Whether a rate model for sulfur atoms settling on a rock-salt surface needs an activation barrier depends on how one hump in this map is read. At a place shift of 0.712 Å the energy is low close to the surface, rises by about a quarter of an electronvolt further out, and then falls again. Taken as a barrier, that would slow binding roughly ten-thousandfold at room temperature. The hump sits where the calculation passes from one electronic state to another, and this one grid point cannot supply the barrier for a rate model.

Ansatz 0.2.0, PBE with plane waves and PAW, scalar-relativistic, collinear spin: one S atom per 1×1 cell over a rigid two-layer NaCl(100) slab. Cutoff 420 eV, 7×7×1 k mesh, Gaussian smearing 0.05 eV, dipole correction along z. The shift runs along the cell diagonal from above Cl, the height is from the top Cl plane, and electronic free energies and moments are per cell.

| place shift (Å) | place height (Å) | energy over the lowest point of the map (eV) | moment (muB) |
| --- | --- | --- | --- |
| 0.000 | 1.510 | 6.886 | 0.000 |
| 0.000 | 1.930 | 0.504 | 0.000 |
| 0.000 | 2.350 | 0.404 | 0.960 |
| 0.000 | 2.770 | 0.055 | 2.000 |
| 0.000 | 3.170 | 0.037 | 2.000 |
| 0.000 | 3.670 | 0.094 | 2.000 |
| 0.000 | 4.370 | 0.142 | 2.000 |
| 0.712 | 1.510 | 2.411 | 0.000 |
| 0.712 | 1.930 | 0.000 | 0.000 |
| 0.712 | 2.350 | 0.273 | 1.710 |
| 0.712 | 2.770 | 0.031 | 2.000 |
| 0.712 | 3.170 | 0.047 | 2.000 |
| 0.712 | 3.670 | 0.104 | 2.000 |
| 0.712 | 4.370 | 0.146 | 2.000 |
| 1.424 | 1.930 | 0.169 | 0.000 |
| 1.424 | 2.350 | 0.065 | 2.000 |
| 1.424 | 2.770 | 0.033 | 2.000 |
| 1.424 | 3.170 | 0.083 | 2.000 |
| 1.424 | 3.670 | 0.128 | 2.000 |
| 1.424 | 4.370 | 0.154 | 2.000 |
| 2.136 | 1.930 | 1.039 | 2.000 |
| 2.136 | 2.350 | 0.190 | 2.000 |
| 2.136 | 2.770 | 0.101 | 2.000 |
| 2.136 | 3.170 | 0.136 | 2.000 |
| 2.136 | 3.670 | 0.155 | 2.000 |
| 2.136 | 4.370 | 0.163 | 2.000 |
| 2.848 | 2.350 | 0.406 | 2.000 |
| 2.848 | 2.770 | 0.224 | 2.000 |
| 2.848 | 3.170 | 0.182 | 2.000 |
| 2.848 | 3.670 | 0.168 | 2.000 |
| 2.848 | 4.370 | 0.166 | 2.000 |

The place shift runs from directly above a surface chloride, at zero, to directly above a sodium ion at 2.848 Å. The place height is measured from the plane of the top chlorides. The moment counts unpaired electrons: 2 means two parallel spins, and 0 is read here as all spins paired. The energies come from a standard density functional with the salt held rigid, and they describe a full layer of sulfur.

Two limits set the expectation. Far from the surface, each sulfur of the layer is close to a free atom, whose ground state has two unpaired electrons. At the greatest height the moment is indeed 2 at every site, and the energies differ by only 0.02 eV from site to site.

Close to a chloride, a bond can form. Sulfur plus Cl⁻ has as many valence electrons as Cl₂, so with all spins paired the antibonding orbital along the S–Cl axis is empty and a full single bond results. With two spins parallel, one electron is expected to sit in that orbital and undo half of the bond. Pairing costs energy in the free atom, and only the strong overlap at short distance repays it. There are thus two energy curves, one for each spin state, and they cross on the way in.

A single smooth curve offers a simple yardstick. Along its inner wall and around its bottom it bends upward, so the middle one of three equally spaced points lies below the mean of the outer two. The heights 1.930, 2.350 and 2.770 Å are equally spaced, which allows this test at four of the five sites without any adjustable parameter. The printed analysis after this text gives the results.

Directly above chloride, the first row reaches 6.886 eV because sulfur is pressed to 1.51 Å from the chloride, far inside a normal bond length. That is compression, not a barrier to sliding. The first irregular row comes at 2.350 Å, where a paired bond, released from its squeeze at 1.930 Å, is expected to lie well below 0.504 eV, but the energy has fallen only to 0.404 eV. It lies 0.12 eV above the mean of its neighbours, and its moment is 0.960, which belongs to neither spin state.

At the next site, shift 0.712 Å, the break is plain to the eye. The neighbours of the middle row have energies of 0.000 and 0.031 eV, so their mean is (0.000 + 0.031)/2 ≈ 0.016 eV. The computed middle value is 0.273 eV, an excess of about 0.26 eV. No single well has a hump between two low points. The two neighbours are in different spin states, so the excess sizes the kink and not an error in the row. Here too the moment is a fraction, 1.710.

These two are the only rows with a fractional moment, and the only two middle rows that fail the test. A crossing explains why a hump can appear: where two curves meet, the lower envelope has a kink that points upward. It does not fix how high the hump should be, because in these rows the calculation settled in neither pure state. The hump may still be of about the right size, since both pure curves are expected to lie well above their minima at such S–Cl distances. The fraction may reflect partly filled bands in the dense sulfur layer, or a solution that is not the lowest one; both are conjectures. Calculations with the moment held at 0 and then at 2 would trace the two curves separately and show where they really meet.

Midway between chloride and sodium, at shift 1.424 Å, the state changes as well, from moment 0 at 1.930 Å to moment 2 at 2.350 Å. Yet the site passes the test: the middle row lies 0.036 eV below the mean of its neighbours. That margin is thin beside the 0.38 eV at shift 2.136 Å, where one state holds throughout. The moment-2 curve is expected to climb well above 0.169 eV at 1.930 Å, so this row is probably a break downward that the test cannot see. The slope recorded at this row supports that: the energy rises outward by 0.46 eV/Å, yet the next row is lower, so a hump must lie between the two. Energies that look smooth on the grid are therefore no guarantee of a single state. The moment has to be read beside it.

The site at shift 2.136 Å suggests what decides the state. At a height of 1.930 Å the three sites nearer to chloride have moment 0, but this one keeps moment 2. The likely reason is its distance from the chloride, √(2.136² + 1.930²) ≈ 2.88 Å, too long for the paired bond. Its high energy, 1.039 eV, has another origin: sulfur is only 2.15 Å from the sodium ion and runs into that ion's closed shell.

The same formula, the square root of shift squared plus height squared, sorts all the rows that are in a pure spin state. Every row with moment 0 has an S–Cl distance of at most 2.40 Å, and every row with moment 2 has one of at least 2.75 Å. A reader can thus guess the state at a point between the computed ones, except in the gap between these distances and close to its edges.

The rule is blurred at its edge. The fractional row above chloride has an S–Cl distance of 2.35 Å, slightly shorter than the 2.40 Å at which the site midway to sodium is still fully paired. At that midway site a sodium ion is 2.48 Å from the sulfur, against 3.76 Å for the row above chloride. Perhaps the positive ion steadies the paired state, in which sulfur takes a share of the chloride's electrons.

Above sodium, the energy falls at every step outward, from 0.406 to 0.166 eV, and the moment stays at 2. Sulfur cannot come close to a chloride here, so the paired curve never gets the chance to win. With one state throughout, there is no crossing and no hump.

The map also leaves open which state is the more stable. The lowest paired row lies only 0.03 eV below the lowest row with moment 2, a small margin for so thin a slab. The makers of the data put the error at 0.05 to 0.1 eV for slabs about 5 Å thick, but that figure comes from tests on other systems. This slab is only 2.8 Å thick, and no run here tests the effect of its thickness. The coarse grid may also miss the true bottom of either well, most likely the paired one, which has no row between S–Cl distances of 2.057 and 2.398 Å. The functional adds a doubt of its own: its error in the gap between two spin states can well exceed 0.03 eV, and these runs do not tell in which direction. What holds for the rate model is the picture of two states that exchange places as sulfur nears a chloride; the barrier between them has still to be calculated. Going down at shift 1.424 Å and then sideways to the lowest row does not avoid a hump either. The highest computed point on that path is 0.169 eV, but the crossing falls between grid points and lies higher. The slope at 1.930 Å, carried on halfway to the next row, gives about 0.27 eV, which is only a rough guess at the top. A rigid map also tends to overstate barriers, and a change of spin needs spin-orbit coupling, which these runs leave out.

Output of the analysis:

```
middle energy less mean of neighbours, shift 0.000, eV: 0.1245
middle energy less mean of neighbours, shift 0.712, eV: 0.2575
middle energy less mean of neighbours, shift 1.424, eV: -0.036
middle energy less mean of neighbours, shift 2.136, eV: -0.38
hump at shift 0.712 above the row at height 2.770, eV: 0.242
number of rows with moment 0: 5
number of rows with a moment between 0 and 2: 2
number of rows with moment 2: 24
longest S-Cl distance with moment 0, angstrom: 2.398
S-Cl distance in row 0.712/2.350, angstrom: 2.455
shortest S-Cl distance with moment 2, angstrom: 2.748
S-Cl distance in row 2.136/1.930, angstrom: 2.879
S-Cl distance in the lowest row 0.712/1.930, angstrom: 2.057
energy of row 0.000/2.350 less that of row 1.424/1.930, eV: 0.235
S-Na distance in row 1.424/1.930, angstrom: 2.48
S-Na distance in row 0.000/2.350, angstrom: 3.757
S-Na distance in row 2.136/1.930, angstrom: 2.151
lowest energy with moment 2 above the lowest with moment 0, eV: 0.031
spread of the energies over the sites at height 4.370, eV: 0.024
```
